Student: The low-temperature formula for a chain, C = (2π/3)Nk(T/θ_m)[1 + (2π²/5)(T/θ_m)²], costs four operations. Why would anyone sum over phonon modes?

Lecturer: Because it has a floor that more terms cannot lower. Take N atoms of mass M, harmonic nearest-neighbour springs K, spacing a, longitudinal motion only. Then ω = ω_m|sin(qa/2)| with ω_m = 2√(K/M), the Born–von Kármán dispersion. The inputs, both assumed, are the sodium mass 22.99 u = 3.818×10⁻²⁶ kg and K = 5.0 N/m, chosen so that the top frequency has the typical size of the highest phonon frequencies of sodium. This gives ω_m = 2.289×10¹³ s⁻¹, ω_m/2π = 3.64 THz and θ_m = ħω_m/k = 174.8 K. Put t = T/θ_m, φ = qa/2 and c = C/(Nk). A mode with x = ħω/kT contributes kE(x), E(x) = x²eˣ/(eˣ − 1)² = z²/sinh²z with z = x/2. The q are evenly spaced, so for N → ∞

c(t) = (2/π) ∫₀^{π/2} E(sin φ/t) dφ.

Student: That is an integral. I would not call it an exact answer.

Lecturer: Then do the angle exactly. From 1/sinh²z = Σ_m 1/(z − iπm)² over all integers m, pairing m with −m, and with s = sin φ, b_m = 2πmt, u = s² + b_m²,

E = 1 + Σ_{m≥1} 2s²(s² − b_m²)/u² = 1 + Σ_{m≥1} 2[1 − 3b_m²/u + 2b_m⁴/u²].

The angular average of 1/u is 1/(b√(1 + b²)), and that of 1/u² is minus its derivative with respect to b², (1 + 2b²)/(2b³(1 + b²)^{3/2}). Collecting terms,

c(t) = 1 + 2 Σ_{m≥1} [1 − A(b_m)], A(b) = b(2 + b²)/(1 + b²)^{3/2}.

This converges at every t > 0. Its terms approach −1/b_m², whose sum is −1/(24t²); with that part taken out they fall as m⁻⁴. The values are c(0.05) = 0.105816, c(0.10) = 0.220503 and c(0.25) = 0.592117, at 8.74 K, 17.5 K and 43.7 K. Every error below is relative to these.

Student: Fine. Now my formula.

Lecturer: Call it method L. Substitute x = sin φ/t, so c = (2t/π) ∫₀^{1/t} E(x)(1 − t²x²)^{−1/2} dx. Expand the root as Σ μ_n(tx)^{2n} with μ_n = (2n)!/(4ⁿ n!²), push the upper limit to infinity in each term, and use ∫₀^∞ x^{2n}E dx = (2n+2)! ζ(2n+2), which follows from E = x² Σ_{j≥1} j e^{−jx}. The first integral is π²/3, so

c ≈ (2π/3) t Σ_{n=0}^{p−1} a_n t^{2n}, a_n = (3/π²) μ_n (2n+2)! ζ(2n+2),

with a₀ = 1, a₁ = 2π²/5, a₂ = 6π⁴/7 = 83.5, a₃ = 4π⁶. Your formula is p = 2. At fixed p the error falls as t^{2p}; for you the first omitted term is 83.5t⁴, or 5.2×10⁻⁴ at t = 0.05 and 8.3×10⁻³ at t = 0.10.

Student: So I add terms until that is small enough.

Lecturer: Only up to a point. The ratio of neighbouring terms is (2n+1)(2n+3)(2n+4)t²/(2n+2) times ζ(2n+4)/ζ(2n+2), roughly ((2n+3)t)². It passes one near 2n + 3 = 1/t, and the series diverges at every t. Stirling's formula at 2n + 2 ≈ 1/t, with μ_n ≈ √(2t/π), gives the smallest term as about (6/π²)t⁻²e^{−1/t}: 5.0×10⁻⁷, 2.8×10⁻³ and 0.18 at our three temperatures. That is the size of the zone-edge contribution E(1/t), which was mistreated when the limit went to infinity. It sets the scale of the floor.

Student: And from the hot side?

Lecturer: Method H. With y = s²/b², y(y − 1)/(1 + y)² = Σ_{n≥1} (−1)ⁿ(2n − 1)yⁿ. The average of s^{2n} is μ_n and the sum over m gives ζ(2n), so

c ≈ 1 + Σ_{n=1}^{p} (−1)ⁿ 2(2n − 1) ζ(2n) μ_n (2πt)^{−2n} = 1 − 1/(24t²) + 1/(640t⁴) − …

It converges for b₁ > 1, that is t > 1/(2π) = 0.159, and diverges below. For large p each term gains a factor (2πt)⁻², which is 0.405 at t = 0.25.

Student: The mode sum must converge like 1/N. A finite chain is a crude thing.

Lecturer: It does if you treat the zero mode carelessly. The grid φ = πj/N contains q = 0; dropping that point costs 1/N in c, since E(0) = 1. Method G shifts the grid by half a step. Take 2n points φ_j = π(j + ½)/(2n) over the period π; symmetry leaves n distinct ones, and c_n = (1/n) Σ_{j=0}^{n−1} E(sin φ_j/t). With b = sinh γ,

1/(b² + sin²φ) = [1/(sinh γ cosh γ)] Σ_ℓ e^{−2γ|ℓ|} e^{2iℓφ}.

On the grid only ℓ = 2nr survives, with sign (−1)^r, so the average is multiplied by tanh(2nγ) ≈ 1 − 2e^{−4nγ}. Repeating the derivative step with that factor and keeping m = 1,

c_n − c ≈ −4e^{−4nγ₁}[4n tanh²γ₁ − A(b₁)], sinh γ₁ = 2πt.

The error falls exponentially at every t, by e^{−4γ₁} per point apart from the slow bracket: 0.290, 0.0933 and 0.00720 at our temperatures. For accuracy ε one needs n of order ln(1/ε)/(4γ₁), which grows as 1/(8πt) on cooling. The sum is cheapest when hot, and L is best when cold.

Student: What do they cost?

Lecturer: Count each addition, multiplication or division as one operation and an exponential as w = 20, an assumed weight. Costs are per temperature, with tables stored. L forms t², runs Horner's scheme and multiplies by t: 2p operations, p stored coefficients. H forms 1/t² and runs Horner's scheme: 2p + 2 operations, p coefficients. G needs per point x = s_j/t, eˣ, eˣ − 1, a quotient, a square, a product and an addition, so 6 + w = 26, in all 26n + 2, with n stored sines. Once-only set-up is of order p² for the ζ(2n) through the Bernoulli recurrence, and n sines for G; for a single temperature that set-up must be added. Dense diagonalisation of the force-constant matrix on 2n sites would take work of order n³ and memory of order n² to return frequencies we already know. Here are the relative errors, approximation minus exact.

Method L
p | ops | t = 0.05 | t = 0.10 | t = 0.25
1 | 2 | −1.0×10⁻² | −5.0×10⁻² | −0.12
2 | 4 | −5.9×10⁻⁴ | −1.3×10⁻² | +0.10
3 | 6 | −7.8×10⁻⁵ | −4.7×10⁻³ | +0.39
4 | 8 | −1.8×10⁻⁵ | −1.1×10⁻³ | worse
5 | 10 | −6.5×10⁻⁶ | +1.8×10⁻³ | worse

At t = 0.05 it goes on to −8×10⁻⁷ at p = 8, −2×10⁻⁷ at p = 9 and +3×10⁻⁷ at p = 10, then worsens.

Method H at t = 0.25 (divergent at the other two)
p | ops | error
2 | 6 | +0.24
4 | 10 | +5.6×10⁻²
7 | 16 | −5.0×10⁻³
12 | 26 | +7.3×10⁻⁵
14 | 30 | +1.3×10⁻⁵
17 | 36 | −9.6×10⁻⁷

Method G
n | ops | t = 0.05 | t = 0.10 | t = 0.25
2 | 54 | −0.87 | −0.23 | −1.6×10⁻³
3 | 80 | −0.52 | −3.7×10⁻² | −1.9×10⁻⁵
4 | 106 | −0.24 | −5.0×10⁻³ | −1.9×10⁻⁷
6 | 158 | −3.6×10⁻² | −7.0×10⁻⁵ | below 10⁻⁸
8 | 210 | −4.4×10⁻³ | −8.5×10⁻⁷ | below 10⁻⁸
12 | 314 | −5.1×10⁻⁵ | below 10⁻⁸ | below 10⁻⁸
16 | 418 | −5.0×10⁻⁷ | below 10⁻⁸ | below 10⁻⁸

Student: The best L error at t = 0.10 is 1.1×10⁻³, under your floor of 2.8×10⁻³.

Lecturer: All terms of L are positive, and in these tables the partial sums cross the exact value where the terms are smallest. The best error is then a fraction of the smallest term. Without the exact value you do not know that fraction, so rely on the estimate. Now the cheapest choice, each entry being the smallest p or n that meets the accuracy:

ε | t = 0.05 | t = 0.10 | t = 0.25
10⁻² | L, p = 2, 4 ops | L, p = 3, 6 ops | H, p = 7, 16 ops
10⁻⁴ | L, p = 3, 6 ops | G, n = 6, 158 ops | H, p = 12, 26 ops
10⁻⁶ | L, p = 8, 16 ops | G, n = 8, 210 ops | H, p = 17, 36 ops

At t = 0.05 the grid needs n = 8, 12 and 16, more than 25 times the work of L. At t = 0.25 it needs n = 2, 3 and 4, cost ratios of 3.4, 3.1 and 2.9 over H. Your two-term formula wins once, at one per cent and t = 0.05, and only because the leading term alone just misses that mark.

Student: You picked w = 20. Change it and the ranking changes.

Lecturer: Try w = 5. The grid at t = 0.25 then costs 11n + 2, that is 24, 35 and 46 against 16, 26 and 36. H still wins, though narrowly. Where G wins, at t = 0.10 and ε ≤ 10⁻⁴, it has no rival among the three, whatever w is. What does move with w is the border between H and G. Per operation H gains ln b₁ in the logarithm of the error and G gains 4 arsinh(b₁)/(6 + w). For w = 20 these are equal at t = 0.185, as asymptotic rates without prefactors. On the cold side the floor of L reaches 10⁻⁴ at t ≈ 0.07. So at that accuracy the grid owns roughly 0.07 < t < 0.185, about 12 K to 32 K in this model.

Student: Turn it round. I have a fixed budget per temperature.

Lecturer: Then, for w = 20:

budget | t = 0.05 | t = 0.10 | t = 0.25
10 ops | L, p = 5, 6.5×10⁻⁶ | L, p = 4, 1.1×10⁻³ | H, p = 4, 5.6×10⁻²
30 ops | L, p = 9, 2×10⁻⁷ | L, p = 4, 1.1×10⁻³ | H, p = 14, 1.3×10⁻⁵
160 ops | L, p = 9, 2×10⁻⁷ | G, n = 6, 7.0×10⁻⁵ | H, p = 79, rounding level

At t = 0.10 extra operations buy nothing between 8 and 132, where n = 5 first beats L with −6.1×10⁻⁴. Spending them on more terms of L makes the result worse. At p = 79 the alternating tail of H is below 10⁻¹⁶, so rounding in the arithmetic decides. These rankings cover three methods only. Keeping the m = 1 term of the exact series in closed form and expanding the rest would extend H down to t = 1/(4π) = 0.080, and I have not costed that.

Student: Nobody measures a chain. Does any of this survive in three dimensions?

Lecturer: In the isotropic version, put 3N modes in a sphere of radius q_D with ω = ω_m sin(πq/2q_D) for all branches. The sound speed is v = πω_m/(2q_D), so with ω_D = vq_D one has ω_m = (2/π)ω_D. With φ = πq/(2q_D) the weight 3q²dq/q_D³ becomes (24/π³)φ²dφ, hence

g(ω) = 3N(24/π³) arcsin²(ω/ω_m)/√(ω_m² − ω²).

Since sin φ < φ, every mode lies below its Debye partner ω_mφ, and E decreases with x, so C exceeds the Debye value at equal sound speed at every temperature. For L use arcsin²y/√(1 − y²) = y² + (5/6)y⁴ + (259/360)y⁶ + …, which gives

C = (12π⁴/5)Nk(T/θ_D)³[1 + (50π²/21)t² + (518π⁴/45)t⁴ + …], t = (π/2)T/θ_D.

The first correction is (25π⁴/42)(T/θ_D)² = 58.0(T/θ_D)². At T = θ_D/50 it is 2.3 per cent and the next adds 0.1 per cent. Cost and factorial divergence are as before.

Student: And the grid keeps its exponential rate?

Lecturer: Not for this model. The factor φ² gives the integrand a slope πE(1/t) at φ = π/2. The Euler–Maclaurin term of the midpoint rule, −(h²/24) times that slope with h = π/(2n), multiplied by 24/π³, leaves an error −E(1/t)/(4n²) in C/(3Nk). It is exponentially small when cold, but at moderate t a hundredfold gain in accuracy costs ten times the points, so the series gain ground there.

Student: Can I quote the result for sodium?

Lecturer: No, these are the model's numbers. The chain is linear in T when cold, while the lattice part of a crystal goes as T³, and conduction electrons are absent here. Carrying θ_m into the isotropic version gives θ_D = (π/2)θ_m = 275 K, against a typical Debye temperature of sodium near 160 K, because the softer transverse branches have been given the longitudinal stiffness. The T³ coefficient then comes out low by a factor of about 5. That miss is far larger than any error in the tables of choices, so for a real metal the 10⁻² row is the one to use until the dispersion itself is better.